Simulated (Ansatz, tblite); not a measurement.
# Redistribution: C3H7F + C3H6F2 → C2H4F2 + C4H9F

Species: C3H7F (2-fluoropropane) `CC(C)F`, singlet; C3H6F2 `CC(F)CF`, singlet; C2H4F2 (1,1-difluoroethane) `CC(F)F`, singlet; C4H9F `CC(C)CF`, singlet. The partners trade CH3 for F; both sit on C, so the bond types are kept.

Shapes, held fixed at every level: PBE0-D4/def2-TZVP. Flexible molecules stand in one conformer, not always the lowest. Programs: Ansatz 0.2.0, tblite 0.8.0. The zero-point and thermal change to 298 K, harmonic and unscaled (PBE0-D4/def2-TZVP), is +0.9 kJ/mol.

```tsv
level	kind	ΔH(298 K) (kJ/mol)	less CCSD(T)/CBS estimate
GFN1-xTB	semi-empirical	-16.1	+3.6
HF/def2-SVP	Hartree–Fock	-25.1	-5.4
r2SCAN-D4/def2-TZVPP	meta-GGA	-20.2	-0.5
B3LYP-D4/def2-TZVPP	global hybrid	-17.5	+2.2
PBE0-D4/def2-TZVPP	global hybrid	-20.9	-1.2
CCSD(T)/def2-SVP	coupled cluster or CI	-32.5	-12.8
CCSD(T)/def2-TZVPP	coupled cluster or CI	-22.9	-3.2
CCSD(T)/CBS estimate	coupled cluster or CI	-19.7	0.0
```

The highest level, CCSD(T)/CBS estimate, gives ΔH(298 K) = -19.7 kJ/mol; the levels span -32.5 to -16.1. The column of differences is taken from that level and isn't an error. No measured value is set beside it here. The CBS estimate extrapolates MP2 from def2-TZVPP and def2-QZVPP and adds CCSD(T) − MP2 in the triple-zeta set, cores frozen.

Every level puts the redistribution downhill, and the small zero-point and thermal term shows that the preference is electronic. The products gather two fluorines on one carbon, where lone-pair donation into the neighbouring C–F antibonding orbital and attraction between the positive carbon and both fluorines strengthen the bonding. The reaction also removes a vicinal difluoride, with its unfavourable interaction between C–F dipoles, and creates a branched carbon skeleton, which probably adds to the driving force.

The coupled-cluster value weakens steadily from -32.5 to -22.9 and then -19.7 kJ/mol as the basis approaches completeness. This suggests that the small set favours the crowded products, in which adjacent atoms borrow each other's functions to describe correlation. Hartree–Fock in that same set lies closer to the reference, but this is no evidence that correlation is unimportant. The density functionals agree on a moderate exothermicity, though their order in a single reaction doesn't establish a general ranking. The total enthalpy can't separate geminal stabilisation from the vicinal and branching contributions.
